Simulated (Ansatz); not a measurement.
# Isomers of C2H9SbSi

2 of its isomers, all singlets with charge 0: A = `C[CH2][SbH][SiH3]`; B = `[CH3][Sb]([CH3])[SiH3]`.

Shapes, held fixed at every level: PBE0-D4/def2-TZVP. Flexible molecules stand in one conformer, not always the lowest. Programs: Ansatz 0.2.0.

Electronic energies in kJ/mol, without zero-point or thermal terms.

```json
{"level": "SPW92/def2-TZVPP", "kind": "LDA", "B − A": "-17.0"}
{"level": "PBE-D4/def2-TZVPP", "kind": "GGA", "B − A": "-25.2"}
{"level": "B3LYP-D4/def2-TZVPP", "kind": "global hybrid", "B − A": "-25.9"}
{"level": "wB97X-V/def2-TZVPP", "kind": "range-separated hybrid", "B − A": "-23.7"}
{"level": "B2PLYP/def2-TZVPP", "kind": "double hybrid", "B − A": "-25.9"}
{"level": "MP2/def2-SVP", "kind": "perturbation theory", "B − A": "-11.4"}
{"level": "CCSD(T)/def2-TZVPP", "kind": "coupled cluster or CI", "B − A": "-25.3"}
```

The highest level, CCSD(T)/def2-TZVPP, puts B lowest of these. All levels agree on that. The B − A difference spans -25.9 to -11.4 kJ/mol over the levels. For atoms past krypton def2 sets carry core potentials with scalar relativity. Outer-core shells of Sb are correlated, in sets that cover them unevenly.

Dimethyl(silyl)stibine (B) lies below ethyl(silyl)stibine (A) by 25.3 kJ/mol at the CCSD(T) level. Both isomers keep the Sb–Si bond and the silyl group, so the comparison comes down to exchanging a C–C and an Sb–H bond for an Sb–C and a C–H bond. The diffuse valence orbitals of antimony overlap poorly with both hydrogen and carbon, which makes its bonds to either weak. The preference for B therefore probably arises because the gain from a strong C–H bond in place of a C–C bond outweighs the cost of replacing Sb–H with Sb–C.

The gradient-corrected, hybrid and double-hybrid functionals all stay close to the coupled-cluster value, whereas LDA and MP2 favour B less strongly. The MP2 shortfall can't be assigned to the perturbation treatment alone, since its basis is also smaller. Neither isomer contains a Si–C bond, so the ordering doesn't identify the most stable arrangement of these atoms.
